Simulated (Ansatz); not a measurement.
## A series in volume scale on ScAl

All results are calculated (Ansatz 0.2.0). Free energy against uniform scaling of the volume at fixed shape and fractions; periodic cell, basis, potentials, k mesh and filling as listed.

The cell before it is scaled or strained (space group Pm-3m, No. 221):
```
ScAl
1.0
      3.3704     0.0000     0.0000
      0.0000     3.3704     0.0000
      0.0000     0.0000     3.3704
Sc Al
1 1
Direct
  0.50000 0.50000 0.50000
  0.00000 0.00000 0.00000
```

Settings of every row: functional PBEsol; dispersion none; potentials all-electron LAPW; k mesh 9x9x9; k shift 0x0x0; occupations gaussian; smearing width 0.05 eV; spin none.

Limits: coarse k mesh, up to 40 meV an atom off; the cell comes from a prototype or a list of computed structures and needn't be the stable phase.

```
row  volume scale  V (Å³/atom)  energy above lowest point (meV/atom)
  1          0.92       17.612                                    16
  2          0.96       18.377                                     0
  3             1       19.143                                     ?
  4          1.04       19.909                                  16.6
  5          1.08       20.675                                  42.8
```

Question: what energy above lowest point should row 3 give?

Worked fit of energy above lowest point. Take u = (V_r/V)^(2/3) − 1 with V_r = 19.143 Å³ an atom, which is twice the finite (Eulerian) strain; such expansions in the strain, on which the Birch-Murnaghan equation of state is built, carry the rest volume and the bulk modulus. The shown rows have u = 0.05714, 0.0276, -0.02582, -0.05003. Least squares give energy above lowest point = 1.34 − 323.4 × u + 10130 × u² meV/atom; a straight line predicts inner rows, each left out in turn, worse (root mean square 17 against 0.36 meV/atom). The rows lie off it by 0.1, -0.1, 0.2, -0.1. Its lowest point lies at u = 0.0160, or V = 18.69 Å³ an atom, and the curvature there gives the bulk modulus at fixed shape and fractions, B = (4/9)(1 + u)² E″(u)/V = 79.7 GPa. The withheld row has u = 0, so the fit gives 1.34 − 323.4 × (0) + 10130 × (0)² = 1.3 meV/atom.

The calculation gave 1.6 meV/atom. The fit lies 0.3 meV/atom (19 % of the value, 0.7 % of the column's range) below it; its largest miss of a shown row is 0.2 meV/atom.
